Ohmic quasi-saturation: injection width and stored collector charge

1. The effect

A high-voltage npn transistor blocks with a thick, lightly doped n− collector layer (the epilayer) of width WC and doping NC. At low collector voltage and high current the ohmic drop in this layer uses up the applied voltage. The metallurgical base-collector junction turns forward biased while the terminals still show reverse bias, and holes fill the part of the layer next to the base. This is ohmic quasi-saturation. It differs from base push-out at saturated drift velocity (Kirk, 1962), where the rest of the layer is a space-charge region. Here the rest of the layer remains a resistor.

2. Conventions and premises

x = 0 is the collector side of the base junction and x = WC the n−/n+ interface. Electrons move toward +x; J = Ic/A > 0 is the magnitude of the collector current density. VT = kT/q, Dn = μn VT. φn and φp are quasi-Fermi potentials, with p n = ni² exp[(φp − φn)/VT]. VCB = φn(WC) − VB, where VB is the internal base potential, so base and substrate series drops are already removed. u = p/NC.

P1. One-dimensional flow through area A, uniform NC, steady state.
P2. Quasi-neutrality: n = p + NC.
P3. Negligible hole current where holes are present, so φp = VB there.
P4. One constant electron mobility μn.
P5. No injection at the far end: u(WC) ≪ 1.

Two definitions follow:

Repi = WC/(q μn NC A), IT = VT/Repi.

3. Current relation

The electron current is set by the gradient of φn:

(1) J = q μn n dφn/dx.

By P2 and P3, u(1 + u) = (ni/NC)² exp[(VB − φn)/VT]. Taking the logarithm,

(2) φn = VB − VdC − VT ln[u(1 + u)], VdC = 2 VT ln(NC/ni).

Differentiate (2): dφn = −VT [1/u + 1/(1 + u)] du. Multiply by n = NC(1 + u), using (1 + u)/u + 1 = 2 + 1/u:

(3) J = −q Dn NC (2 + 1/u) du/dx.

For u ≫ 1 this is J = −2 q Dn dp/dx. Half of the current is diffusion. The other half is drift in the field that holds the holes at rest. This factor 2 is one half of the factor 4 in the final time constant. Since J WC/(q Dn NC) = Ic Repi/VT = Ic/IT, (3) integrates from x = 0, where u = u0, to

(4) 2u + ln u = 2u0 + ln u0 − (Ic/IT)(x/WC).

4. Voltage balance

u0 is fixed by the applied voltage. Divide (1) by q μn NC, write n/NC = 1 + u, and integrate over the layer:

Ic Repi = φn(WC) − φn(0) + ∫ u dφn.

The last integral collects weight only where u is appreciable, which is where (2) holds. The hole-free tail, where P3 need not hold, contributes nothing. With the differential above, u dφn = −VT [1 + u/(1 + u)] du = −VT d[2u − ln(1 + u)]. From u0 down to zero (P5) the integral is VT[2u0 − ln(1 + u0)]. Insert φn(0) from (2):

Ic Repi = VCB + VdC + VT ln[u0(1 + u0)] + VT[2u0 − ln(1 + u0)].

The terms ln(1 + u0) cancel:

(5) 2u0 + ln u0 = s0, s0 = (Ic Repi − Vqs)/VT = (Ic − Iqs)/IT,

(6) Vqs = VdC + VCB, Iqs = Vqs/Repi.

Equation (5) is the model of Kull and co-workers (1985) with no injection at the n+ end. The built-in term in Vqs is VdC, the forward bias at which p n = NC². It contains no base doping. It is smaller than the junction built-in voltage VT ln(NA NC/ni²) by VT ln(NA/NC), because the epilayer floods when p reaches NC, long before the junction barrier is gone.

5. Injection width

Combine (4) and (5). The right side is linear in x and vanishes at one point, which defines xi:

(7) 2u + ln u = (Ic/IT)(xi − x)/WC,

(8) xi = WC (1 − Iqs/Ic), Ic > Iqs.

At x = xi, 2u + ln u = 0 gives u = 0.426, so xi marks where the hole density falls through the doping level. Beyond xi the logarithm dominates and u decays as exp[−(x − xi)/l], where l = WC IT/Ic = VT/F0 and F0 = J/(q μn NC) = Ic Repi/WC is the ohmic field. Before xi the linear term dominates.

Equation (8) has a direct reading. Rearranged, it says F0 (WC − xi) = Vqs, or Ic Repi (1 − xi/WC) = Vqs. The unmodulated part is a resistor of length WC − xi that carries the voltage Vqs. As Ic rises at fixed VCB the field rises, so the resistor must shorten, and the plasma grows to short out the remainder. Iqs is the current at which the whole layer is just needed to drop Vqs.

6. Stored charge

For s0 ≫ 1 drop ln u against 2u in (7). The profile is a triangle:

(9) p(x) = J (xi − x)/(2 q Dn), p0 = J xi/(2 q Dn).

Its area gives the hole charge, which enters through the base terminal and is matched by an equal electron excess:

Q = q A p0 xi/2 = Ic xi²/(4 Dn),

(10) Q = τpC Ic (xi/WC)², τpC = WC²/(4 Dn).

The factor 4 is 2 from (3) times 2 from the triangle. Only Dn appears, because the holes are at rest and the slope is set by the electron current.

The charge can also be had without dropping the logarithm. From (3), dx = −WC (IT/Ic)(2 + 1/u) du, so ∫ u dx = WC (IT/Ic)(u0² + u0). With q A NC WC = WC²/(μn Repi) = 4 τpC IT,

(11) Qfull = 4 τpC (IT²/Ic)(u0² + u0).

In the same notation (10) is 4 τpC (IT²/Ic)(s0/2)², and s0/2 = u0 + (ln u0)/2 by (5). For large u0,

(12) Q/Qfull ≈ 1 + (ln u0 − 1)/u0.

The triangle overestimates the charge once ln u0 > 1, by a fraction that falls roughly as ln u0/u0.

7. Small-signal delay

In charge control the forward delay is the change of stored charge per change of collector current at fixed VCB. Set r = Iqs/Ic and w = xi/WC = 1 − r, so that Ic dw/dIc = r. Then

dQ/dIc = τpC [w² + 2 w Ic dw/dIc] = τpC (1 − r)[(1 − r) + 2r],

(13) dQ/dIc = τpC [1 − (Iqs/Ic)²].

The term w² is the steepening of the triangle at fixed base length; it equals the large-signal ratio Q/(τpC Ic). The term 2wr is the advance of the edge, and it dominates near onset. The delay starts from zero at Iqs, reaches τpC/2 at Ic = √2 Iqs and approaches τpC from below. It adds to the emitter, base and depletion terms in 1/(2π fT).

For the full charge, (5) gives du0/dIc = u0/[(2u0 + 1) IT], hence d(u0² + u0)/dIc = u0/IT and

(14) dQfull/dIc = 4 τpC [a − a² − a IT/Ic], a = u0 IT/Ic.

With u0 → s0/2, a → (1 − r)/2, and with IT ≪ Ic, (14) becomes (13).

The charge also depends on voltage. From ∂w/∂VCB = −1/(Ic Repi),

(15) −∂Q/∂VCB = 2 τpC w/Repi,

a base-collector diffusion capacitance. At fixed VCE, dVCB = −dVBE, and (15) adds 2 τpC w/(Repi gm) to the delay. With gm of order Ic/VT this is of order τpC IT/Ic, small wherever (13) holds.

8. HICUM and Mextram

HICUM writes the high-current charge as a time constant times Ic w² with a smoothed width

w = [i + √(i² + ahc)]/[1 + √(1 + ahc)], i = 1 − ICK/Ic.

Since dw/di = w/√(i² + ahc) and Ic di/dIc = ICK/Ic, the delay factor is w² [1 + 2 (ICK/Ic)/√(i² + ahc)]. For ahc → 0 and i > 0, w = i and the factor is (1 − r)² + 2r(1 − r) = 1 − r² with r = ICK/Ic. At collector voltages well below the velocity-saturation voltage of the layer, ICK tends to an effective collector voltage divided by the epilayer resistance rCi0, which is Iqs. The HICUM time constant contains τpC plus a neutral-base part. Mextram uses Vqs = VdC − VB2C1, the resistance RCv and τepi = Wepi²/(4 Dn); its relation for the unmodulated part reduces to Ic = Vqs/[RCv (1 − xi/Wepi)] far below the hot-carrier current Ihc, which is (8). In both models these quantities are fitted parameters, and (6) and (10) give their one-dimensional starting values.

9. Range of validity

Each premise costs a correction that can be sized.

(a) Strong injection. s0 ≫ 1, that is Ic − Iqs ≫ IT; the size is (12). P5 needs Vqs ≫ VT. In hard saturation holes pile up at the n+ end as well and (8) fails.

(b) Space charge at the edge. The field must rise from near zero to F0, which needs net charge. P2 describes the knee only if l exceeds the Debye length LD = √(ε VT/(q NC)). For the opposite case a drift-only estimate serves. With field magnitude F and n = NC F0/F, Poisson's equation is ε dF/dx = q NC (F0/F − 1). The voltage missing relative to a uniform F0 is ∫(F0 − F) dx = (ε/q NC) ∫ F dF = F0 λ/2, with λ = ε F0/(q NC). The resistor must be longer by λ/2, so xi is shorter by λ/2 and Q lower by the fraction λ/xi.

(c) Velocity saturation. With v = μn F/[1 + (μn F/vs)^β]^(1/β) and n = NC, the field is F = F0/(1 − η^β)^(1/β), η = J/(q NC vs). The length WC − xi = Vqs/F shrinks by the factor (1 − η^β)^(1/β). As η nears 1 the ohmic picture ends.

(d) Recombination. With high-level lifetime τHL, the plasma obeys Da d²p/dx² = p/τHL, Da = 2 Dn Dp/(Dn + Dp). At xi, p → 0 and the hole current vanishes, so the slope there is still J/(2 q Dn). With La = √(Da τHL) and y = xi − x, p = J La sinh(y/La)/(2 q Dn), and Q = Ic La² [cosh(xi/La) − 1]/(2 Dn) ≈ τpC Ic w² [1 + xi²/(12 La²)]. The hole current at y is about q p y/(2 τHL); dividing by q μp p and integrating gives a drop of φp of xi²/(4 μp τHL). The base must supply the extra current Q/τHL.

(e) Frequency. Holes must be moved to change the profile, so the dynamics involve Da. A small signal obeys d²δp/dy² = κ² δp, κ² = jω/Da. At y = 0 the slope changes by δJ/(2 q Dn) and the edge moves by WC r δIc/Ic, which raises p there by WC r δJ/(2 q Dn). So δp = [δJ/(2 q Dn)] [WC r cosh κy + sinh(κy)/κ], and

δQ/δIc = [WC r sinh(κ xi)/κ + (cosh κ xi − 1)/κ²]/(2 Dn).

Expanding in κ² gives τpC (1 − r²)(1 + jω t1), with t1 = (xi²/Da)(w r/3 + w²/12)/(1 − r²). Equation (13) is the ω → 0 limit and needs ω t1 ≪ 1.

(f) Neutral base. The electron density at the collector edge of the base rises to about p0²/NA, for p0 ≪ NA. In a uniform base of width WB at given current this lifts the whole profile and adds q A WB p0²/NA, the fraction 2 p0 WB/(NA xi) = J WB/(q Dn NA) of Q.

(g) Mobility and geometry. Electron-hole scattering lowers the electron mobility in the plasma, typically by about 10 % near 10¹⁶ cm⁻³, but it is a mutual drag: the momentum the electrons lose goes to the holes. Write the reduced mobility as 1/μn + 1/μeh, so that the drag force per volume on holes at rest is J/μeh. With E the field along +x, the force balances are −q n E − kT dn/dx − J/μn − J/μeh = 0 for electrons and q p E − kT dp/dx + J/μeh = 0 for holes. Their sum at n ≈ p is J = −2 q Dn dp/dx, free of μeh, so the slope in (9) and τpC keep the Dn set by lattice and impurity scattering. The drag only tilts φp, through q p dφp/dx = J/μeh. Taking 1/μeh = b p, φp rises by J b xi/q across the plasma. This voltage is taken from Vqs, so xi lengthens by that voltage divided by F0. Emitter crowding and lateral current spreading break P1.

10. Illustration: 1000 V silicon deflection transistor

Given: WC = 80 µm, NC = 1×10¹⁴ cm⁻³, T = 300 K, static dielectric constant 11.7 (compiled value, Ioffe Institute). Typical inputs: μn = 1400 and μp = 450 cm²/(V s), ni = 1.0×10¹⁰ cm⁻³, vs = 1×10⁷ cm/s. Assumed device values: A = 0.25 cm², VCB = 2.0 V, τHL = 20 µs, NA = 1×10¹⁷ cm⁻³, WB = 10 µm. Intermediate values are carried unrounded.

The layer depletes fully at q NC WC²/(2ε) = 495 V, so at 1000 V it is punched through to the n+ substrate. The thickness that blocks this voltage sets the on-state parameters:

VT = 25.85 mV, Dn = 36.2 cm²/s, resistivity 44.6 Ω cm,
Repi = 1.427 Ω, IT = 18.1 mA,
VdC = 0.476 V, Vqs = 2.476 V, Iqs = 1.736 A,
τpC = 442 ns.

A 10 % change of ni moves VdC by 5 mV. The junction built-in voltage for the assumed NA is 0.655 V; using it in place of VdC would add 0.179 V and raise Iqs by 7 %.

The table carries three figures so that the two forms of the same model can be compared.

Ic (A) | xi (µm) | s0 | u0 | Q (nC) | Qfull (nC) | (13) (ns) | (14) (ns)
2 | 10.6 | 14.6 | 6.37 | 15.4 | 13.6 | 109 | 95.2
3 | 33.7 | 69.8 | 33.1 | 236 | 219 | 294 | 281
5 | 52.2 | 180 | 87.8 | 942 | 906 | 389 | 382

The triangle overestimates the charge by 13 %, 8 % and 4 %; (12) gives 0.040 at 5 A. The delay passes τpC/2 at 2.45 A. At 5 A the large-signal ratio Q/Ic is 188 ns, about half of the small-signal delay, so the two must not be interchanged in parameter extraction. The capacitance (15) is 0.40 µF, and IT/Ic = 0.36 %. A reverse base current of 2 A needs Q/(2 A) = 0.47 µs to extract this charge, recombination neglected.

Corrections at 5 A, where J = 20 A/cm², Ic Repi = 7.13 V, F0 = 892 V/cm and (9) gives p0 = 9.0×10¹⁵ cm⁻³:

(b) l = 0.29 µm is below LD = 0.41 µm, so the knee of (7) is not resolved by P2. With λ = 0.58 µm the estimate lowers Q by 1.1 %.
(c) q NC vs = 160 A/cm², η = 0.125. Exponents between 1 and 2 are in use for electrons in silicon. β = 2 lengthens xi by 0.22 µm and raises Q by 0.8 %; β = 1 lengthens it by 3.5 µm and raises Q by 14 %. This term can exceed the logarithmic one.
(d) Da = 17.6 cm²/s, La = 188 µm: Q rises by 0.6 %, φp drops by 0.8 mV, and the extra base current is 47 mA.
(e) xi²/Da = 1.5 µs and t1 = 0.20 µs. The delay (13) alone extrapolates to 1/(2π dQ/dIc) = 0.41 MHz, where ω t1 = 0.50. That frequency is an extrapolation from lower frequencies; at 0.41 MHz itself the quasi-static charge misses a phase term of half its size.
(f) The base adds 3 % to Q.
(g) A 10 % reduction at 10¹⁶ cm⁻³ fixes b; φp then rises by 5 mV across the plasma, xi lengthens by 0.06 µm and Q rises by 0.2 %.

With corrections of both signs up to about ten per cent, the supported statement at 5 A and 300 K is Q ≈ 0.9 µC and an added delay of about 0.4 µs. A real deflection transistor departs further. If A is taken as the area of emitter fingers whose width is comparable with WC, spreading lowers the true Repi, and (6) underestimates Iqs by tens of per cent. Heating also matters: with μn falling approximately as T^−2.4, Dn falls as T^−1.4 and τpC is 1.5 times larger at 400 K, so 300 K inputs underestimate τpC of a hot device by tens of per cent. Equations (8), (10) and (13) apply for Iqs + several IT < Ic ≪ q NC vs A, Vqs ≫ VT, xi well above λ and LD and below La, p0 ≪ NA, and ω t1 ≪ 1.